# The Bohm–Pines cutoff worked out for lithium

The Coulomb energy of an electron gas is a sum over wave vectors $\mathbf k$, and the small ones and the large ones behave differently. At small $k$ a density fluctuation is a plasma oscillation. At large $k$ it is two electrons passing each other. Bohm and Pines, in 1953, drew a line between the two at a wave number $k_c$, and the line can be fixed by minimising an energy. I want to do that calculation with you for the density of lithium.

## The problem

Treat the conduction electrons of bcc lithium, one per atom, as a spin-unpolarised homogeneous gas at zero temperature, with the free-electron mass and a rigid uniform positive background. The data are these.

- Density parameter of lithium, typical value: $r_s = 3.25$, defined by $1/n = \tfrac{4\pi}{3}(r_s a_0)^3$. For comparison, aluminium, the wiring metal, typical value: $r_s = 2.07$.
- Gaussian units, energies in rydberg: $\hbar^2/2m = 1\ \mathrm{Ry}\,a_0^2$, $e^2 = 2\ \mathrm{Ry}\,a_0$, $1\ \mathrm{Ry} = 13.606$ eV, $a_0 = 0.52918$ Å.
- Measured linear expansion coefficient of polycrystalline lithium at room temperature: $46\times10^{-6}\ \mathrm{K^{-1}}$ (compiled value, as listed by Wikipedia).

Write $\beta = k_c/k_F$ and find:

(a) the change $\Delta E(\beta)$ of the energy per electron when the Coulomb components $k<k_c$ are described by plasmons in their ground state instead of by Hartree–Fock exchange;
(b) the minimising $\beta$, the cutoff in Å$^{-1}$, the number of collective modes per electron and the energy gained;
(c) the size of the terms left out;
(d) the shift of these results on warming by 100 K, and the values for aluminium.

## Scales

With $k_F = (3\pi^2 n)^{1/3} = 1/(\alpha r_s a_0)$ and $\alpha = (4/9\pi)^{1/3} = 0.5211$, lithium has

$$n = 4.69\times10^{22}\ \mathrm{cm^{-3}},\qquad k_F = 0.5905\ a_0^{-1} = 1.116\ \text{Å}^{-1},$$

$$\varepsilon_F = \frac{1}{(\alpha r_s)^2}\ \mathrm{Ry} = 0.3487\ \mathrm{Ry} = 4.74\ \mathrm{eV}.$$

The plasma frequency obeys $\omega_p^2 = 4\pi n e^2/m$, which in our units is

$$\hbar\omega_p = \sqrt{12/r_s^{3}}\ \mathrm{Ry} = 0.5912\ \mathrm{Ry} = 8.04\ \mathrm{eV}.$$

The Hartree–Fock energy per electron is the kinetic part $\tfrac35\varepsilon_F = 0.2092$ Ry plus the exchange part $-3e^2k_F/4\pi = -0.2819$ Ry, together $-0.0727$ Ry.

## Why the formula holds

Let $\rho_{\mathbf k} = \sum_i e^{-i\mathbf k\cdot\mathbf r_i}$ and $M_k^2 = 4\pi e^2/Vk^2$. The Hamiltonian is

$$H = \sum_i \frac{p_i^2}{2m} + \frac12\sum_{\mathbf k\neq0} M_k^2\,(\rho_{\mathbf k}^\dagger\rho_{\mathbf k} - N).$$

The $-N$ removes the interaction of each electron with itself. For every $\mathbf k$ with $k<k_c$ introduce a new pair of variables with $[Q_{\mathbf k},P_{\mathbf k'}] = i\hbar\delta_{\mathbf k\mathbf k'}$, $P_{\mathbf k}^\dagger = P_{-\mathbf k}$, $Q_{\mathbf k}^\dagger = Q_{-\mathbf k}$, and replace $M_k^2\rho_{\mathbf k}^\dagger\rho_{\mathbf k}$ by $(P_{\mathbf k}+M_k\rho_{\mathbf k})^\dagger(P_{\mathbf k}+M_k\rho_{\mathbf k})$. The $P_{\mathbf k}$ commute with this extended Hamiltonian, and in the sector $P_{\mathbf k}=0$ it is $H$ again. The unitary operator $U = \exp[-(i/\hbar)\sum_{k<k_c} M_kQ_{\mathbf k}\rho_{\mathbf k}]$ gives

$$U^\dagger P_{\mathbf k}U = P_{\mathbf k} - M_k\rho_{\mathbf k},\qquad U^\dagger\mathbf p_iU = \mathbf p_i + i\sum_{k<k_c}M_k\,\mathbf k\,Q_{\mathbf k}\,e^{-i\mathbf k\cdot\mathbf r_i}.$$

The long-range Coulomb term has become $\tfrac12\sum P_{\mathbf k}^\dagger P_{\mathbf k}$. Squaring the new momentum produces terms in $Q_{\mathbf k}Q_{\mathbf l}$, and those with $\mathbf l=-\mathbf k$ add up to $\tfrac12(NM_k^2k^2/m)\,Q_{\mathbf k}^\dagger Q_{\mathbf k} = \tfrac12\omega_p^2Q_{\mathbf k}^\dagger Q_{\mathbf k}$. The transformed Hamiltonian therefore holds the kinetic energy, the Coulomb components $k>k_c$, one oscillator of frequency $\omega_p$ for each $\mathbf k$ inside the cutoff, the constant $-\tfrac N2\sum_{k<k_c}M_k^2$, a coupling $H_{\rm int}$ linear in $Q$, and the remaining quadratic terms with $\mathbf l\neq-\mathbf k$.

Take as trial state the Fermi sphere times the oscillator vacuum. There $\langle Q_{\mathbf k}\rangle=0$, and $\langle Q_{\mathbf k}Q_{\mathbf l}\rangle=0$ unless $\mathbf l=-\mathbf k$, so the last two pieces have zero expectation value. Compared with Hartree–Fock only one thing has changed. For each $\mathbf k$ inside the cutoff, the term $\tfrac12M_k^2NS_{\rm HF}(k)$, with $S(k)=\langle\rho_{\mathbf k}^\dagger\rho_{\mathbf k}\rangle/N$, is replaced by $\tfrac12\hbar\omega_p$:

$$\Delta E = \frac1N\sum_{k<k_c}\left[\frac{\hbar\omega_p}{2} - \frac{2\pi ne^2}{k^2}\,S_{\rm HF}(k)\right].\tag{1}$$

**Question.** *Your trial state does not satisfy the constraint. Why may you minimise its energy?*

After the transformation the constraint reads $(P_{\mathbf k}-M_k\rho_{\mathbf k})\Psi=0$, and the product state indeed violates it. Go back to the untransformed picture, where the $P_{\mathbf k}$ are conserved numbers. They act as a frozen external charge, and to second order they change the ground-state energy by $\tfrac12\sum|P_{\mathbf k}|^2/\epsilon(k,0)$, with $\epsilon$ the static dielectric function. If $\epsilon(k,0)>0$ for $k<k_c$, as it is in the random-phase approximation (RPA), the sector $P=0$ is a local minimum. If it is also the lowest sector, which I assume, every trial state of the extended problem lies above the true ground state, and $\beta$ is an honest variational parameter.

## Part (a): the three terms

The number of wave vectors inside the cutoff is $n' = Vk_c^3/6\pi^2$, with no spin factor, while $N = Vk_F^3/3\pi^2$ has one. Hence

$$\frac{n'}{N} = \frac{\beta^3}{2},$$

and the zero-point energy per electron is $\tfrac12\beta^3\cdot\tfrac12\sqrt{12}\,r_s^{-3/2} = \tfrac{\sqrt3}{2}\beta^3r_s^{-3/2}$ Ry.

The structure factor of the Fermi sphere is the fraction of electrons that can be displaced by $\mathbf k$ without landing on an occupied state, one minus the overlap of two spheres of radius $k_F$ whose centres lie $k$ apart. For $q=k/k_F\le2$,

$$S_{\rm HF} = 1-\frac32\int_{q/2}^{1}(1-t^2)\,dt = \frac{3q}{4}-\frac{q^3}{16}.$$

With $\frac1V\sum_{\mathbf k}\to\int k^2dk/2\pi^2$, the $k^2$ cancels the Coulomb $1/k^2$:

$$\frac1V\sum_{k<k_c}\frac{2\pi e^2}{k^2}S_{\rm HF} = \frac{e^2k_F}{\pi}\int_0^\beta S_{\rm HF}\,dq = \frac{e^2k_F}{\pi}\left(\frac{3\beta^2}{8}-\frac{\beta^4}{64}\right),$$

where $e^2k_F/\pi = 2/(\pi\alpha r_s)\ \mathrm{Ry} = 1.2218/r_s$ Ry. As a test, the long-range exchange energy is $(e^2k_F/\pi)(-\beta+\tfrac38\beta^2-\tfrac1{64}\beta^4)$, and at $\beta=2$, beyond which $S_{\rm HF}=1$, the bracket is $-\tfrac34$, the full exchange energy. Equation (1) becomes

$$\Delta E(\beta) = \frac{0.866\,\beta^3}{r_s^{3/2}} - \frac{0.458\,\beta^2}{r_s} + \frac{0.0191\,\beta^4}{r_s}\quad\mathrm{Ry}.\tag{2}$$

For lithium, $\Delta E = (0.1478\,\beta^3 - 0.1410\,\beta^2 + 0.00587\,\beta^4)$ Ry:

| $\beta$ | 0.2 | 0.4 | 0.6 | 0.8 | 1.0 |
|---|---|---|---|---|---|
| $\Delta E$ (mRy) | $-4.4$ | $-12.9$ | $-18.1$ | $-12.1$ | $12.7$ |

**Question.** *Textbook forms show a term linear in $\beta$. Where did it go?*

It is the self-energy constant, $-e^2k_c/\pi$ per electron. It stands in the old energy and in the new one, and it cancels in the difference. We shall see its size in a moment.

## Part (b): the minimum

Drop the quartic term first. Setting the derivative of the other two to zero gives

$$\beta_0 = \frac{\sqrt{r_s}}{\sqrt3\,\pi\alpha} = 0.353\sqrt{r_s}.\tag{3}$$

There is a shorter road. The derivative of (1) with respect to $k_c$ is proportional to the bracket at $k=k_c$, so the minimum sits where the last mode just breaks even. Using $4\pi ne^2=m\omega_p^2$ and $S_{\rm HF}\approx3k/4k_F$, the condition $\hbar\omega_p = (m\omega_p^2/k_c^2)(3k_c/4k_F)$ gives

$$k_c = \frac34\,\frac{\omega_p}{v_F},\qquad v_F=\frac{\hbar k_F}{m}.$$

Below this wave number the Fermi sphere has density fluctuations, linear in $k$, that cost more Coulomb energy than an oscillator costs zero-point energy. Above it the trade is a loss.

For lithium $\sqrt{r_s}=1.803$, so

$$\beta_0 = 0.636,\qquad k_c = 0.71\ \text{Å}^{-1},\qquad \frac{2\pi}{k_c} = 8.9\ \text{Å},\qquad \frac{n'}{N} = 0.129.$$

About one plasmon mode exists for every eight electrons, and $n'/3N = 4.3\,\%$ of the translational degrees of freedom have turned collective.

Now the energy ledger at $\beta_0$, per electron. Before: long-range exchange $= -0.2390+0.0570-0.0010 = -0.1830$ Ry. After: self-energy constant plus zero-point energy $= -0.2390+0.0380 = -0.2010$ Ry. The difference is

$$\Delta E(\beta_0) = -0.0180\ \mathrm{Ry}.$$

The exchange energy left in the components $k>k_c$ is $-0.0990$ Ry, or $35\,\%$ of the Hartree–Fock value. Inserting (3) into (2) for general density, the first two terms lose all dependence on $r_s$:

$$\Delta E(\beta_0) = \left(-\frac{3}{16\pi^2} + 2.95\times10^{-4}\,r_s\right)\mathrm{Ry},\qquad \frac{3}{16\pi^2}=0.0190.\tag{4}$$

**Question.** *What does the quartic term do to the minimum?*

Keeping it, $d\Delta E/d\beta=0$ is a quadratic after division by $\beta/r_s$:

$$0.0764\,\beta^2+1.4412\,\beta-0.9163=0,$$

with positive root $\beta^*=0.616$. Then $k_c=0.69$ Å$^{-1}$, $n'/N=0.117$ and $\Delta E=-0.0181$ Ry. The cutoff falls by $3\,\%$ and the mode count, which goes as the cube, by $9\,\%$, but the energy improves by only $6\times10^{-5}$ Ry. The minimum is flat, so the energy is insensitive to the cutoff, and by the same token the cutoff is only loosely fixed by the energy. With either choice the total energy per electron moves from $-0.0727$ to $-0.0908$ Ry, a gain of $0.25$ eV.

**Question.** *Is the lattice harmless at this $k_c$?*

One electron per atom in a bcc cell means $a=(2/n)^{1/3}=3.49$ Å, and the nearest zone face lies at $\sqrt2\,\pi/a = 1.27$ Å$^{-1}$. The collective sphere fits well inside the first Brillouin zone, so the modes are counted without folding. Band structure and core polarisation still act on the plasma frequency, and they are not in this model.

## Part (c): what has been left out

The usual reassurance is the coupling parameter $g^2=\langle(\mathbf k\cdot\mathbf p/m\omega_p)^2\rangle$, averaged over the Fermi sphere and over the modes. The averages give $\tfrac15p_F^2$ and $\tfrac35k_c^2$, so $g^2=\tfrac3{25}(k_cv_F/\omega_p)^2 = 0.0675$ at $\beta_0$, at any density. That is small, but it does not bound the correction to the energy. To see this, take the RPA ring sum over the same wave vectors,

$$E^{\rm RPA}_{<} = \frac1N\sum_{k<k_c}\frac{\hbar kv_F}{2\pi}\int_0^\infty dx\,\big[\ln(1+Y)-Y\big],\qquad Y=\frac{3\omega_p^2}{k^2v_F^2}\,f(x,z).\tag{5}$$

Here $x$ is the imaginary frequency in units of $kv_F$, $z=k/2k_F$, and $f$ is the Lindhard function

$$f=\frac12+\frac{1-z^2+x^2}{8z}\ln\frac{(1+z)^2+x^2}{(1-z)^2+x^2}-\frac x2\left[\arctan\frac{1+z}{x}+\arctan\frac{1-z}{x}\right].$$

The term $-Y$ reproduces the second term of (1) exactly, because $\int_0^\infty f\,dx=\tfrac\pi4(1-z^2/3)$ for $z\le1$. For the logarithm, let $z\to0$, where $f\to R(x)=1-x\arctan(1/x)$, and $R\approx1/3x^2-1/5x^4$ at large $x$. With $s=\omega_p/kv_F$, the piece $\int_0^\infty\ln(1+s^2/x^2)\,dx=\pi s$ returns $\tfrac12\hbar\omega_p$. Equation (1) is thus the start of the small-$k$ expansion of (5). For large $s$ the remainder of the logarithm tends to

$$\frac{\hbar kv_F}{2\pi}\int_0^\infty\ln\!\big[3x^2R(x)\big]dx = \frac{\hbar kv_F}{2\pi}(-2.232) = -0.355\,\hbar kv_F .$$

This is the downward shift of the electron–hole pair frequencies. Second-order perturbation theory in $H_{\rm int}$, with the pair energy neglected against $\hbar\omega_p$, gives $-\tfrac3{16}\hbar kv_F$ of it, and the higher ring orders give the rest. It is of first order in $kv_F/\omega_p$ relative to the zero-point energy, not of second. Next comes the plasmon dispersion: the $1/5x^4$ term gives $\omega_k^2\approx\omega_p^2+\tfrac35k^2v_F^2$, which adds $\tfrac3{20}\hbar k^2v_F^2/\omega_p$ per mode. Summing both with $\frac1N\sum_{\mathbf k}\to\tfrac32\int q^2dq$ and $\hbar kv_F=2q\varepsilon_F$,

$$E^{\rm RPA}_{<} = \Delta E(\beta) - \frac{0.981\,\beta^4}{r_s^2}+\frac{0.705\,\beta^5}{r_s^{5/2}}+\dots\quad\mathrm{Ry}.$$

At $\beta_0$ the two new terms are $-0.015$ Ry and $+0.004$ Ry, and the sum so far is $-0.029$ Ry. Direct numerical integration of (5) with the full $f$ gives about $-0.03$ Ry. The leading neglected term is nearly as large as the effect itself, so the four decimals in the ledger are bookkeeping, and the result deserves two figures: $-0.018$ Ry. The correlations from $k>k_c$, which the trial state treats at exchange level only, are missing as well.

**Question.** *Then should we not minimise the improved expression?*

It has no minimum. Since $Y>0$, $\ln(1+Y)-Y<0$ for every $k$ and $x$, and (5) falls monotonically as $k_c$ grows. The minimum of (2) belongs to the product trial state. It marks where "free oscillator" stops being a better description of a density component than "free Fermi sphere". In an exact treatment $k_c$ would drop out of the total energy.

**Question.** *Is this the wave number at which plasmons die?*

No, though the scale is the same. At $k_c$ the upper edge of the pair continuum is $\hbar k_cv_F+\hbar^2k_c^2/2m=\varepsilon_F(2\beta_0+\beta_0^2)=7.95$ eV, below $\hbar\omega_p=8.04$ eV even before dispersion lifts the mode. All retained modes are therefore free of Landau damping in the RPA. The rough criterion $kv_F=\omega_p$ gives $\beta=0.470\sqrt{r_s}=0.848$. The RPA criterion is that the dielectric function vanish on the edge itself. There the real-frequency Lindhard function equals $\tfrac12-\tfrac12(1+z)\ln(1+1/z)$, and its prefactor is $3\omega_p^2/k^2v_F^2=4\alpha r_s/\pi\beta^2$, so

$$\beta^2=\frac{2\alpha r_s}{\pi}\left[\left(1+\frac\beta2\right)\ln\left(1+\frac2\beta\right)-1\right].$$

With $2\alpha r_s/\pi=1.078$ the root is $\beta=0.875$, or $0.98$ Å$^{-1}$. The energy-minimising cutoff lies $27\,\%$ below it. An energy-loss spectrum bears on this damping threshold and not on (3).

## Part (d): temperature and aluminium

Since $r_s$ is a length, the expansion coefficient applies to it directly. Held constant over 100 K, it raises $r_s$ by $0.46\,\%$. Then $\beta_0\propto r_s^{1/2}$ rises by $0.23\,\%$, $k_c\propto r_s^{-1/2}$ falls by $0.23\,\%$, and $\omega_p\propto r_s^{-3/2}$ falls by $0.69\,\%$. By (4) the energy moves by $4\times10^{-6}$ Ry, through the quartic term alone. All this is far below the spread between $\beta_0$ and $\beta^*$, so the temperature at which $r_s$ is quoted does not matter here.

For aluminium the same formulas give $\hbar\omega_p=15.8$ eV, $\beta_0=0.507$, $k_c=0.89$ Å$^{-1}$ and $n'/N=0.065$. The denser gas has the larger cutoff in absolute terms, yet half as many collective modes per electron, because $n'/N\propto r_s^{3/2}$.

**Question.** *So what do we quote for lithium?*

The model's numbers: $\beta\approx0.62$ to $0.64$, $k_c\approx0.7$ Å$^{-1}$, $0.12$ to $0.13$ collective modes per electron, and an energy gain of $0.018$ Ry, or $0.25$ eV, per electron. They belong to the homogeneous gas at $r_s=3.25$, not to the crystal. As typical knowledge and not as a measurement, the full correlation energy of the gas at this density is about $-0.07$ Ry per electron, so the model falls short in magnitude and delivers roughly a quarter of it. The remainder comes from the pair-continuum shift sized in part (c) and from the short-range components beyond $k_c$.